Pull a crystal of iridium apart across one of its close-packed planes, keep both halves rigid, and work must be done until the halves no longer feel each other. How many points of that curve must be calculated before physics can supply the others? In the table three rows are hidden: one with the halves pressed together, two with them pulled apart. The separation energy is counted from the undisturbed crystal, per area of the cut. The traction is its slope, positive when the halves pull each other back and negative when they push each other away. Changing one gap alone breaks the cubic symmetry of the undisturbed crystal, and an opened cell holds a rigid slab of six close-packed layers.

Rigid, unrelaxed opening of fcc iridium (a = 3.839 Å, not relaxed at this level) across one (111) plane per six-layer cell. Ansatz 0.2.0, plane-wave PAW, scalar-relativistic PBEsol, no spin polarisation, cutoff 420 eV, Gamma-centred 20×20×4 k mesh, Gaussian smearing of 0.15 eV. Energies are free energies per area of the cut, relative to the undisturbed crystal.

```csv
opening (Å),separation energy (mJ/m²),traction (GPa (slope of the separation energy))
-0.3,?,?
-0.15,305,-47.78
0,0,2.68
0.25,630,40.05
0.5,?,?
0.75,2802,38.62
1,3650,29.21
1.5,4703,14.15
2,?,?
3,5462,0.87
4.5,5500,0.04
6,5502,0.01
```

The far limit is the simplest. From 4.5 to 6 Å the energy rises by only 2 mJ/m², so the separation is practically complete at this level of theory. PBEsol lacks long-range dispersion, so the flat tail says nothing about van der Waals attraction. The plateau of 5502 mJ/m² pays for two new surfaces, or about 2750 mJ/m² each. The atoms were not allowed to settle after the cut, and settling could only lower this cost.

The near limit is equally familiar. Close to the energy minimum a crystal behaves like a spring, and the traction grows in proportion to the displacement. Far from it, the bonding across the gap fades as the electron clouds of the two faces cease to overlap. Electron density falls off roughly exponentially outside a metal surface, so theory argues for an exponential fading of the traction too.

The simplest curve that obeys both limits is their product. Let s be the length over which the bonding fades, u the distance from the minimum divided by s, and G the plateau energy. The traction is then (G/s)·u·e^(−u), and adding it up along the path gives the energy G[1 − (1 + u)e^(−u)]. This is the universal binding-energy relation. Its traction peaks at u = 1 with the value G/(e·s), where e is 2.72, so a costly surface and a short fading length both make for a high peak.

The pull of 2.68 GPa at zero opening shows that the undisturbed crystal, which was not relaxed at this level, is slightly stretched across the planes. The position of the minimum is therefore left free. Fitted to the energies of the nine known rows, the relation gives s = 0.447 Å. The peak traction follows as 5500/(2.72 × 0.447) mJ/m² per Å, which is about 45 GPa. The known tractions took no part in the fit, and from zero opening outwards the relation meets them to within one GPa. Between 0.25 and 0.75 Å the energy climbs with a mean slope of 43.4 GPa, more than any traction visible in the table, so the peak must lie in that interval.

For the forecasts of the opened rows the relation received one more term, quadratic in the opening, in front of the exponential. Fitted to the same nine energies, this extended form reproduces the known tractions from zero opening outwards to within about half a GPa. When each known row is left out in turn, its energy is recovered with a typical error of about 18 mJ/m². The error bars below are judgements guided by such tests, not statistical limits.

The row at 0.5 Å should lie close to the top of the traction curve, where the curve is flat and a small error in the position of the peak hardly matters. The forecast is the largest pull of the scan, 45.1 ± 0.8 GPa. The energy should have reached about a third of the plateau, 1737 ± 20 mJ/m².

At 2 Å the exponential has won. Well over nine tenths of the work should be done, with an energy of 5188 ± 20 mJ/m². A few GPa of pull should remain, 6.0 ± 0.4 GPa.

The row at −0.3 Å is the hardest, because it lies outside the known points. An ideal spring compressed twice as far stores about four times the energy and pushes about twice as hard. Real atoms stiffen when squeezed, since their electrons are forced into the same space and the Pauli principle raises their kinetic energy. The table already shows the stiffening: the traction changes by 336 GPa per Å between −0.15 and 0 Å, but by only 149 GPa per Å between 0 and 0.25 Å. The hidden row should therefore exceed both spring values.

Two estimates frame the forecast. The extended form gives 1671 mJ/m², but it already exaggerates the push at −0.15 Å and so probably overshoots. A cubic curve through the energies and slopes at −0.15 and 0 Å gives 1566 mJ/m², but in it the stiffness rises only at a constant rate, so it may well fall short. The forecast is the midpoint, 1619 ± 52 mJ/m², with half the gap as its error bar.

The traction at −0.3 Å is treated in the same way. The cubic gives −125 GPa and the extended form −141 GPa. The forecast is −133 ± 8 GPa.

The withheld rows as computed:

```csv
opening (Å),separation energy (mJ/m²),traction (GPa (slope of the separation energy))
-0.3,1592,-130.2
0.5,1739,45.4
2,5185,6.12
```

All six values fall within their error bars. At 0.5 Å the forecast is 2 mJ/m² too low in energy and 0.3 GPa too low in traction. At 2 Å it is 3 mJ/m² too high in energy and 0.1 GPa too low in traction. Both rows lie between known points, where the two limits and the neighbouring energies leave the curve little freedom.

On the compressed side the forecast is 27 mJ/m² too high, or 1.7 % of the computed energy, and the push is 2.6 GPa too strong. The computed energy lies nearer to the cubic than to the extended form. In energy the midpoint did no better than the cubic alone, while in traction it came closer than either estimate. The full output of both fits follows this text.

The larger failure belongs to the original universal relation, which overshoots the energy at −0.3 Å by 164 mJ/m², about a tenth. At 0.5 and 2 Å it errs by less than 20 mJ/m². A possible reason, not tested here, is that it uses a single length for two different processes. The fading of bonds across an open gap largely fixes that length, and the repulsion between squeezed atoms has no need to follow it.

For an engineer, the computed traction of about 45 GPa is the ideal stress needed to part a perfect crystal with rigid halves everywhere along the plane at once. A real piece of metal yields or breaks far below that stress, because dislocations move and cracks concentrate the load. The curve is still useful as a first estimate of the force between the two faces at the tip of a crack, where real atoms would also relax. Spin–orbit coupling is left out, and PBEsol runs here on PAW datasets made for PBE; neither effect was tested. Here nine known points were enough to supply the two missing points of the opening; whether fewer would do was not tested. If compression matters, calculate it directly, for there a curve that describes the opening well can still go astray.

Printed output of the fit:

```
fit of separation_energy on 9 rows: coefficient of (1-exp(-opening/s)) 5509 +/- 5.7, coefficient of opening*exp(-opening/s) -11970 +/- 43, s 0.4469; rms 9.27, worst 0.25 20.1, leave-one-out rms 26.2
  rows outside the fit (model, value, miss): -0.3 1756, 1592, 164; 0.5 1755, 1739, 15.5; 2.0 5174, 5185, -11.3
fit of separation_energy on 9 rows: coefficient of (1-exp(-opening/s)) 5502 +/- 2.4, coefficient of opening*exp(-opening/s) -13565 +/- 17, coefficient of opening**2*exp(-opening/s) -4048 +/- 39, s 0.3962; rms 3.16, worst 1.5 5.54, leave-one-out rms 17.6
  rows outside the fit (model, value, miss): -0.3 1671, 1592, 78.8; 0.5 1737, 1739, -1.72; 2.0 5188, 5185, 3.23
unrelaxed energy per single surface at 6 Å (mJ/m²): 2751
mean slope of the energy from 0.25 to 0.75 Å (GPa): 43.44
mean stiffness from -0.15 to 0 Å (GPa/Å): 336.4
mean stiffness from 0 to 0.25 Å (GPa/Å): 149.5
opening at the peak traction of the universal form (Å): 0.4335
peak traction of the universal form (GPa): 45.37
universal form, traction less computed, known rows in order (GPa): -3.421, 0.8972, 0.2668, -0.4478, -0.2486, -0.02217, 0.1104, 0.01118, -0.007624
extended form, traction less computed, known rows in order (GPa): -1.431, 0.5234, -0.1797, 0.0531, 0.1895, 0.03899, 0.00933, -0.002016, -0.008607
cubic estimate of energy at -0.3 Å (mJ/m²): 1566
cubic estimate of traction at -0.3 Å (GPa): -124.8
extended form, traction at -0.3 Å (GPa): -140.7
forecast energies at -0.3, 0.5 and 2 Å (mJ/m²): 1619, 1737, 5188
error bars of these energies (mJ/m²): 52.22, 20, 20
forecast less computed energy (mJ/m²): 26.62, -1.716, 3.233
forecast tractions at -0.3, 0.5 and 2 Å (GPa): -132.8, 45.14, 6.006
error bars of these tractions (GPa): 7.949, 0.8, 0.4
computed tractions at -0.3, 0.5 and 2 Å (GPa): -130.2, 45.4, 6.12
forecast less computed traction (GPa): -2.589, -0.2607, -0.1137
```
